## Triplet instability of a spin-restricted reference: the Hubbard dimer

### One transition

Take a closed-shell determinant with real orbitals, one occupied orbital $i$, one virtual orbital $a$ and gap $\Delta\varepsilon=\varepsilon_a-\varepsilon_i>0$. Integrals are in chemists' notation, and $\omega$ is an energy. With an adiabatic local kernel the spin-conserving response matrices are $A_{\sigma\sigma'}=\Delta\varepsilon\,\delta_{\sigma\sigma'}+K_{\sigma\sigma'}$ and $B_{\sigma\sigma'}=K_{\sigma\sigma'}$, with $K_{\sigma\sigma'}=(ia|ia)+(ia|f^{xc}_{\sigma\sigma'}|ia)$. In the triplet combination $X_\uparrow=-X_\downarrow$ the Hartree term cancels, so $A=\Delta\varepsilon+K_T$, $B=K_T$, and

$$\omega_T^2=(A-B)(A+B)=\Delta\varepsilon\,(\Delta\varepsilon+2K_T),\qquad K_T=(ia|f^{xc}_{\uparrow\uparrow}-f^{xc}_{\uparrow\downarrow}|ia).$$

$K_T$ is negative when exchange dominates the kernel. In time-dependent Hartree–Fock (TDHF), $A=\Delta\varepsilon-J$ and $B=-K$, with $J=(ii|aa)$, $K=(ia|ia)\ge0$ and $\Delta\varepsilon$ the Hartree–Fock gap:

$$\omega_T^2=(\Delta\varepsilon-J-K)(\Delta\varepsilon-J+K).$$

The Tamm–Dancoff approximation (TDA) drops $B$ and gives $\omega_T=A$.

The factor $A+B$ is an energy curvature. For two electrons rotate the spins oppositely, $\phi_{\uparrow,\downarrow}=\cos\theta\,\phi_i\pm\sin\theta\,\phi_a$. With $c=\cos\theta$, $s=\sin\theta$, and $h$ the one-electron Hamiltonian,

$$E(\theta)=2(c^2h_{ii}+s^2h_{aa})+c^4(ii|ii)+s^4(aa|aa)+c^2s^2(2J-4K).$$

Inserting $\Delta\varepsilon=h_{aa}+2J-K-h_{ii}-(ii|ii)$ gives $E(\theta)-E(0)=2(\Delta\varepsilon-J-K)\,\theta^2+O(\theta^4)$.

### The model

$$H=-t\sum_\sigma\left(c^\dagger_{1\sigma}c_{2\sigma}+c^\dagger_{2\sigma}c_{1\sigma}\right)+U\sum_{j=1,2}n_{j\uparrow}n_{j\downarrow},\qquad t>0,\quad U\ge0,$$

with two electrons. Symmetry fixes the restricted (RHF) orbitals $\phi_i=(1,1)/\sqrt2$ and $\phi_a=(1,-1)/\sqrt2$, so one transition is the whole problem. The orbital energies are $\mp t+U/2$, hence $\Delta\varepsilon=2t$. The four integrals above coincide, $(ii|ii)=(aa|aa)=J=K=U\sum_j\tfrac14=U/2$, and $E_{\rm RHF}=-2t+U/2$. Then $A=2t-U/2$, $B=-U/2$, and

$$\omega_T^2=2t\,(2t-U),\qquad \omega_T^{\rm TDA}=2t-\frac U2 .$$

For an on-site interaction exchange is local: $f^{x}_{\uparrow\uparrow}=-U\delta_{jk}$ cancels the same-spin Hartree term and $f^{x}_{\uparrow\downarrow}=0$. Thus $K_T=-U/2$ and the two general formulas coincide. The singlet root, $\omega_S^2=2t(2t+U)$, never softens.

### Stability of the reference

The rotation gives $n_{1\uparrow}=n_{2\downarrow}=(1+\sin2\theta)/2$ and

$$E(\theta)=-2t\cos2\theta+\frac U2\cos^22\theta=E_{\rm RHF}+2(2t-U)\,\theta^2+O(\theta^4).$$

The curvature changes sign at $U=2t$, the Coulson–Fischer point, exactly where $\omega_T^2$ does. Beyond it $dE/d\theta=2\sin2\theta\,(2t-U\cos2\theta)=0$ has the unrestricted (UHF) solution $\cos2\theta=2t/U$, with site moment $m=n_{1\uparrow}-n_{1\downarrow}=\sqrt{1-4t^2/U^2}$ and $E_{\rm UHF}=-2t^2/U$, which lies $(U-2t)^2/2U$ below RHF.

The imaginary rotation $\cos\theta\,\phi_i\pm \mathrm i\sin\theta\,\phi_a$ leaves the site densities at $1/2$, so $E=-2t\cos2\theta+U/2$ rises as $4t\theta^2=2(A-B)\theta^2$ for every $U$. Real and imaginary rotations act as coordinate and momentum of an oscillator with stiffness proportional to $A+B$ and inverse mass proportional to $A-B$. Negative stiffness turns oscillation into growth as $e^{|\omega_T|\tau/\hbar}$ in time $\tau$.

### Exact solution and numbers

The triplet has one electron per site and cannot hop, so $E_T=0$. The singlet ground state mixes the covalent and the symmetric ionic configuration through $\begin{pmatrix}0&-2t\\-2t&U\end{pmatrix}$, so $E_0=U/2-\sqrt{U^2/4+4t^2}$ and

$$\omega_T^{\rm exact}=\sqrt{U^2/4+4t^2}-\frac U2\;\longrightarrow\;\frac{4t^2}{U}\quad(U\gg t).$$

It is positive for all $U$. The model's values for the illustrative choice $t=1$ eV are, with energies in eV:

| $U$ | TDHF | TDA | exact | $m$ (UHF) |
|---|---|---|---|---|
| 1 | 1.414 | 1.500 | 1.562 | 0 |
| 2 | 0 | 1.000 | 1.236 | 0 |
| 3 | 1.414 i | 0.500 | 1.000 | 0.745 |
| 4 | 2.000 i | 0 | 0.828 | 0.866 |
| 8 | 3.464 i | $-2.000$ | 0.472 | 0.968 |

At $U=3$ eV a small staggered moment grows in linearised TDHF with time constant $\hbar/|\omega_T|=0.47$ fs.

The TDA state is here the exact triplet, so $\omega_T^{\rm TDA}=E_T-E_{\rm RHF}$ and its error is the correlation energy $E_0-E_{\rm RHF}\le0$ of the reference. Since also $A^2-B^2\le A^2$, the ordering $\omega_T^{\rm TDHF}\le\omega_T^{\rm TDA}\le\omega_T^{\rm exact}$ holds for $U\le2t$. All three share $2t-U/2$ at first order. The second-order terms are $-U^2/16t$, $0$ and $+U^2/16t$, so TDHF has twice the TDA error at weak coupling. At $U=1$ eV the full errors are $-0.147$ and $-0.062$ eV. Reality is no guarantee of sense: for $U>4t$ the TDA root is negative, because the triplet has dropped below the RHF determinant.

The instability belongs to the mean field. The exact root obeys $\omega_T^2=4t^2-U\omega_T$. Symmetry keeps the Kohn–Sham gap at $2t$, so the kernel element that places the pole correctly is

$$K_T=-\frac U2\,\frac{\omega_T^{\rm exact}}{2t}>-t=-\frac{\Delta\varepsilon}{2}.$$

At $U=3$ eV it is $-0.750$ eV against the exchange-only $-1.500$ eV, and it approaches the threshold $-t$ only as $U\to\infty$.

Switching to the UHF reference makes the spin-conserving roots real but does not recover the triplet. The gap becomes $U$, the opposite-spin coupling $(U/2)\cos^22\theta=2t^2/U$, and $\omega^2=U^2\mp4t^2$. The lower branch leaves zero at $U=2t$ and tends to $U$, not to $4t^2/U$.

### Comparison with the general statement

With many transitions $A\pm B$ are real symmetric matrices. For an adiabatic kernel that is the second derivative of the energy functional defining the reference, the triplet $A+B$ is the Hessian for real spin-polarising rotations. If $A-B$ is positive definite, the $\omega_T^2$ are eigenvalues of $(A-B)^{1/2}(A+B)(A-B)^{1/2}$, and Sylvester's law of inertia gives them the signs of the eigenvalues of $A+B$. An imaginary root then appears exactly at the instability. For local kernels $A-B$ is the diagonal matrix of gaps and the condition always holds. In TDHF it can fail: for one transition $A+B$ vanishes first because $K\ge0$, but if $\Delta\varepsilon-J+K$ also turns negative the root is real again about an unstable reference. The dimer avoids this, since $J=K$ leaves $A-B=2t$. Finally, a diagonal element of $A+B$ bounds its lowest eigenvalue from above, so in larger systems a single-transition estimate can only place the onset too late. The TDA diagonalises the symmetric matrix $A$ alone, so its roots are always real, and a negative one implies that $A+B$ or $A-B$ already has a negative eigenvalue, since $A$ is their mean.